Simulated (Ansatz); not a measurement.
# LaHg: energy above lowest point against volume scale

All results are calculated (Ansatz 0.2.0). Free energy against uniform scaling of the volume at fixed shape and fractions; periodic cell, basis, potentials, k mesh and filling as listed.

The cell before it is scaled or strained (space group Pm-3m, No. 221):
```
LaHg
1.0
      3.8640     0.0000     0.0000
      0.0000     3.8640     0.0000
      0.0000     0.0000     3.8640
La Hg
1 1
Direct
  0.50000 0.50000 0.50000
  0.00000 0.00000 0.00000
```

Settings of every row: functional LDA; dispersion none; potentials all-electron LAPW; k mesh 8x8x8; k shift 0x0x0; occupations fermi dirac; smearing width 0.1 eV; spin none.

Limits: coarse k mesh, up to 40 meV an atom off; no spin-orbit coupling, which can matter with elements this heavy.

| row | volume scale | V (Å³/atom) | energy above lowest point (meV/atom) |
| --- | --- | --- | --- |
| 1 | 0.94 | 27.115 | 0.4 |
| 2 | 0.96 | 27.692 | 0 |
| 3 | 0.98 | 28.269 | ? |
| 4 | 1 | 28.846 | 12.6 |
| 5 | 1.02 | 29.423 | 24.7 |
| 6 | 1.04 | 30 | 39.9 |
| 7 | 1.06 | 30.576 | 58.1 |

Question: what energy above lowest point should row 3 give?

Worked fit of energy above lowest point. Take u = (V_r/V)^(2/3) − 1 with V_r = 29.134 Å³ an atom, which is twice the finite (Eulerian) strain; such expansions in the strain, on which the Birch-Murnaghan equation of state is built, carry the rest volume and the bulk modulus. The shown rows have u = 0.04904, 0.03442, 0.00665, -0.00656, -0.01934, -0.03169. Least squares give energy above lowest point = 18.18 − 908.5 × u + 11114 × u² meV/atom; a straight line predicts inner rows, each left out in turn, worse (root mean square 7 against 0.09 meV/atom). The rows lie off it by 0.0, -0.1, 0.0, 0.1, 0.0, 0.0. Its lowest point lies at u = 0.0409, or V = 27.43 Å³ an atom, and the curvature there gives the bulk modulus at fixed shape and fractions, B = (4/9)(1 + u)² E″(u)/V = 62.5 GPa. The withheld row has u = 0.0203, so the fit gives 18.18 − 908.5 × (0.0203) + 11114 × (0.0203)² = 4.3 meV/atom.

The calculation gave 4.3 meV/atom. The fit meets it to the printed digit.
